**Choosing radii and a cutoff for phosphorus**

A norm-conserving pseudopotential for phosphorus forces two choices: the radii inside which the waves are smoothed, and the cutoff of the basis. For a level error below 1 mRy, 50 Ry is enough for all four radius sets in the table, while 40 Ry serves only the two larger ones. Raising the cutoff one step and watching the change can mislead here. With the smallest radii the step from 21 to 30 Ry gains 1.78 mRy (8.99 to 7.21) while 7.21 mRy is still missing.

Phosphorus pseudo-atom in ld1.x 7.5 with non-relativistic PBEsol and separable Troullier-Martins potentials: [Ne] core, 3s2 3p3 valence, p channel local, nonlinear core correction. The base radii are 1.75 bohr for s and 1.85 bohr for p. Level errors are weighted by occupation and taken relative to 400 Ry, in a basis of spherical Bessel functions in a 20 bohr box.

| cutoff (Ry) | sum of levels error, base (mRy) | sum of levels error, s radius 1.54 bohr; p radius 1.62 bohr (mRy) | sum of levels error, s radius 1.84 bohr; p radius 1.96 bohr (mRy) | sum of levels error, s radius 2.18 bohr; p radius 2.3 bohr (mRy) |
| --- | --- | --- | --- | --- |
| 10 | 75.53 | 96.25 | 62.39 | 26.32 |
| 15 | 20.38 | 26.44 | 16.11 | 5.65 |
| 21 | 9.15 | 8.99 | 8.24 | 4.05 |
| 30 | 5.99 | 7.21 | 4.75 | 1.06 |
| 40 | 1.22 | 2.38 | 0.72 | 0.14 |
| 50 | 0.33 | 0.45 | 0.31 | 0.08 |
| 60 | 0.28 | 0.29 | 0.22 | 0 |
| 80 | 0.04 | 0.14 | 0.02 | 0 |
| 100 | 0.02 | 0.02 | 0.02 | 0 |
| 140 | 0 | 0.02 | 0 | 0 |
| 200 | 0 | 0 | 0 | 0 |
| 300 | 0 | 0 | 0 | 0 |

**What is tabulated**

The cutoff is $q_c^2$, with $q_c$ the largest wave number kept, in bohr$^{-1}$ (Rydberg units). The error is $2\Delta\varepsilon_s+3\Delta\varepsilon_p$, the rise of the 3s and 3p levels of the PBEsol pseudo-atom above their values at 400 Ry, weighted by occupation. The potential is fixed and a larger basis contains the smaller one, so by the variational principle no column can rise, and none does. Levels are rounded to 0.01 mRy, which can leave a few hundredths of a mRy in the sum, so the entries from 100 Ry on carry no trend. The test concerns waves only, not the density or the model core charge.

**The picture: a hollow s wave**

A cutoff removes the short-wavelength part of each pseudo-wave, and the level rises by about the kinetic energy removed. For all four radius sets, the level-by-level results put at least 83% of the error in the s level at the tabulated cutoffs from 10 to 30 Ry. Between these rows the share can dip a little lower: at 18 Ry it is 79% in the base run.

The sampled waves of the base run suggest why. The all-electron 3s wave has its outer node between 0.555 and 0.74 bohr and holds little charge in the core region. Norm conservation makes the nodeless pseudo-wave hold the same charge inside its radius, which pushes amplitude outward. With $u$ the radial wave times $r$, the ratio $u/r$ climbs from $0.0633/0.185=0.34$ near the nucleus to $0.7282/1.295=0.56$: the s wave is a shell with a dented centre. A p wave starts as $r^2$ and is hollow by nature, and its $u/r^2$ simply falls outward. It is also the more weakly bound and extended of the two ($-0.40$ against $-1.02$ Ry). The shapes are computed; that norm conservation causes them is an argument.

A shell-like function has an oscillating transform. Basis functions added near a zero of the transform have almost nothing to represent, so the error stalls on a shelf, then drops as the next lobe is taken in.

**The model**

Split the exact wave into kept and dropped parts, $\psi=\psi_<+\psi_>$. Since $(H-\varepsilon)\psi=0$,

$$\langle\psi_<|H-\varepsilon|\psi_<\rangle=\langle\psi_>|H-\varepsilon|\psi_>\rangle .$$

At large $q$ the kinetic energy dominates $H$. Dropping the potential terms and the readjustment of the kept part gives

$$\Delta\varepsilon_l\approx\int_{q_c}^{\infty}(q^2-\varepsilon_l)\,\phi_l(q)^2\,dq,\qquad \phi_l(q)=\sqrt{2/\pi}\int u_l(r)\,qr\,j_l(qr)\,dr ,$$

with $j_l$ the spherical Bessel function. The slope of the error against $q_c$ is $-(q_c^2-\varepsilon_l)\,\phi_l(q_c)^2$, which vanishes at each zero of the transform.

The integral was evaluated from 13 samples of each base-run wave, continued by a decaying tail fitted to the last four; no error value entered. At 21 Ry it gives $2\times4.22+3\times0.40=9.64$ mRy against 9.15, which is 5% high. The s part lies within 7% of the computed excess from 15 to 80 Ry, although from 50 Ry on that is no finer than the rounding. It is 21% high at 10 Ry, where the dropped part is largest; readjustment lowers the level, which is the right direction, but the sign of the potential terms was not determined. Because the waves come from the same potential, this tests the truncation mechanism and not the potential. The printed analysis below gives the rows.

Between 10 and 90 Ry the s transform has zeros at 21.5 and 54.2 Ry, and the base curve has its shelves at 21–30 and 50–60 Ry. A single power law or exponential fitted to the base rows from 10 to 60 Ry cannot follow the steps: the power law gives 0.46 of the error at 30 Ry and 1.65 times it at 50 Ry.

**How far the radius scales the curve**

If the inner shape were merely stretched with the s radius $r_s$, zeros would sit at fixed $q\,r_s$ and move in cutoff as $r_s^{-2}$. For 2.18 bohr, a run not used to locate the zero,

$$21.5\times(1.75/2.18)^2=21.5\times0.644=13.9\ \text{Ry},$$

and that curve stalls from 15 to 21 Ry (5.65 to 4.05), one step earlier than the base. The match is only rough, since the predicted zero lies just below this shelf, in a step where the error still falls fast. The same rule gives $21.5\times1.29\approx28$ Ry for 1.54 bohr, inside the step that is flattest in that column on logarithmic scales, rounding noise aside, and $21.5\times0.905\approx19$ Ry for 1.84 bohr, whose slow fall is spread over both steps around 21 Ry. That these shelves are zeros of the transform is inferred from the base run.

The rule does not carry over to the whole curve. The cutoff needed for a given error, interpolated on a coarse ladder and fitted over the four runs, goes as $r_s$ to a power between $-1.1$ and $-1.4$ for five thresholds and reaches $-2.0$ only at 5 mRy. The upper of the two zeros should fall at $54.2\times0.644=35$ Ry for the largest radii, yet on logarithmic scales 30–40 Ry is the steepest step of that column above the rounding. Shifting the base curve to constant $q\,r_s$ cuts the typical misfit for the largest radii from a factor 4.4 to 1.6, but for the smallest it does worse than no shift (2.0 against 1.7). The extra factor $r_s^{-2}$ that pure stretching puts on the energy worsens all three. Theory gives a reason: outside the radius the wave is the fixed all-electron one, and the matching values and enclosed charge change with the radius, so the inner shape is not self-similar. The reference s wave depends on $r_s$ and not on the p radius, but the tabulated sum also contains the p level, whose radius changes along with $r_s$.

**The swap at 21 Ry**

This is the one row where a smaller radius set beats a larger one: 8.99 against 9.15 mRy, a gap well above the rounding. The s levels keep their order but nearly meet (4.03 against 3.96 mRy), as both runs have reached shelves of similar height. The p level then decides: s adds 0.14 mRy to the difference and p takes off 0.30. The p excess of the smallest set is below the base at 10, 15 and 21 Ry and slightly above it at 30 and 40 Ry. The set with s radius 1.84 bohr also has a lower p excess than the base at 10, 15 and 21 Ry, so the p excess does not simply rise or fall with the radius. Why the base lies highest is left open.

**Soft is not accurate**

Zero in the table means converged, not close to the all-electron atom. Across the three smaller sets the error of the second ionisation energy (19.1 eV all-electron) grows with radius: 16.8, 19.1, 20.8 meV. The error for 3s$^1$3p$^3$ runs 4.0, 1.0, $-0.9$ meV, so small radii are not better in every test. These are spherical, unpolarised atoms, not the quartet ground state of phosphorus, and the errors in a solid can differ. The largest set converges fastest and shows no bound ghost, yet its errors in these two tests are the largest of the four: 29.4 and $-10.1$ meV. The settings were drawn at random, in a collection where many potentials are poor on purpose, so none of the four sets is a recommendation.

**Neighbouring cases**

In nitrogen the roles should reverse. The 2p wave has no core p shell to be orthogonal to, so it is nodeless and compact already; smoothing removes no oscillation, and p sets a much higher cutoff. The 3d and 4f waves are hard for the same reason. Along the third row toward chlorine the waves contract, usable radii shrink and shelves should move up in cutoff. Their positions must be found anew for each potential, since they follow the shape of the pseudo-wave and not the radius alone.

Numerical output:

```
rounding floor: 0.005 mRy per level, up to 0.025 mRy in 2s+3p
max |2s+3p - table| = 0.000 mRy
run0 s share % at 10,15,21,30 Ry: 94 84 87 98
run1 s share % at 10,15,21,30 Ry: 96 90 90 98
run2 s share % at 10,15,21,30 Ry: 94 83 88 98
21 Ry run1-run0 (mRy): total -0.16, 2s 0.14, 3p -0.30
run1 / base, 10-60 Ry: 1.27 1.30 0.98 1.20 1.95 1.36 1.04
run2 / base, 10-60 Ry: 0.83 0.79 0.90 0.79 0.59 0.94 0.79
run3 / base, 10-60 Ry: 0.35 0.28 0.44 0.18 0.11 0.24 0.00
l=0 norm 0.999; transform zeros at Ry: [ 3.5 21.5 54.2] q*r_s: [ 3.3  8.1 12.9]
l=1 norm 0.997; transform zeros at Ry: [12.  34.3 66.3] q*r_s: [ 6.1 10.3 14.2]
base: Ry | s calc, s model, model/calc | p calc, p model (mRy)
 10 | 35.53 42.97 1.21 | 1.49 1.58
 15 | 8.57 8.55 1.00 | 1.08 1.25
 21 | 3.96 4.22 1.07 | 0.41 0.40
 30 | 2.95 2.90 0.98 | 0.03 0.03
 40 | 0.58 0.61 1.06 | 0.02 0.02
 50 | 0.15 0.15 1.01 | 0.01 0.01
 60 | 0.14 0.13 0.96 | 0.00 0.00
 80 | 0.02 0.02 0.93 | 0.00 0.00
local slope dln(err)/dln(cutoff) @ mid q*r_s; run1 run0 run2 run3
10-15 Ry: -3.2@5.4 -3.2@6.2 -3.3@6.5 -3.8@7.7
15-21 Ry: -3.2@6.5 -2.4@7.4 -2.0@7.8 -1.0@9.2
21-30 Ry: -0.6@7.7 -1.2@8.8 -1.5@9.3 -3.8@11.0
30-40 Ry: -3.9@9.1 -5.5@10.3 -6.6@10.9 -7.0@12.9
40-50 Ry: -7.5@10.3 -5.9@11.7 -3.8@12.3 -2.5@14.6
50-60 Ry: -2.4@11.4 -0.9@13.0 -1.9@13.6 -
60-80 Ry: -2.5@12.9 - - -
interpolated cutoff (Ry) for threshold; exponent in r_s (pure scaling about -2)
20.0 mRy: 16.5 15.1 14.1 10.8 exponent -1.23
10.0 mRy: 20.4 20.3 19.2 13.0 exponent -1.34
 5.0 mRy: 33.1 31.1 29.1 17.1 exponent -1.96
 2.0 mRy: 41.0 36.7 34.4 25.5 exponent -1.38
 1.0 mRy: 45.1 41.4 38.2 30.3 exponent -1.17
 0.5 mRy: 49.3 46.7 44.2 33.5 exponent -1.14
unscaled pred/calc: run1 rms x1.70 worst 0.29@80Ry n=8; run2 rms x1.31 worst 1.69@40Ry n=7; run3 rms x4.44 worst 8.71@40Ry n=5
f(q r) pred/calc: run1 rms x1.99 worst 3.28@50Ry n=7; run2 rms x1.22 worst 0.67@60Ry n=7; run3 rms x1.57 worst 0.48@30Ry n=5
f(q r)/r^2 pred/calc: run1 rms x2.53 worst 4.24@50Ry n=7; run2 rms x1.31 worst 0.60@60Ry n=7; run3 rms x1.94 worst 0.31@30Ry n=5
base 10-60 Ry (rest near floor), power of cutoff slope -3.17 fit/calc: 1.18 1.21 0.93 0.46 0.91 1.65 1.09
   at 80, 100 Ry fit gives (mRy): 0.123 0.061
base 10-60 Ry (rest near floor), exponential in q (bohr) slope -1.24 fit/calc: 0.84 1.29 1.20 0.61 1.05 1.54 0.79
   at 80, 100 Ry fit gives (mRy): 0.050 0.014
```
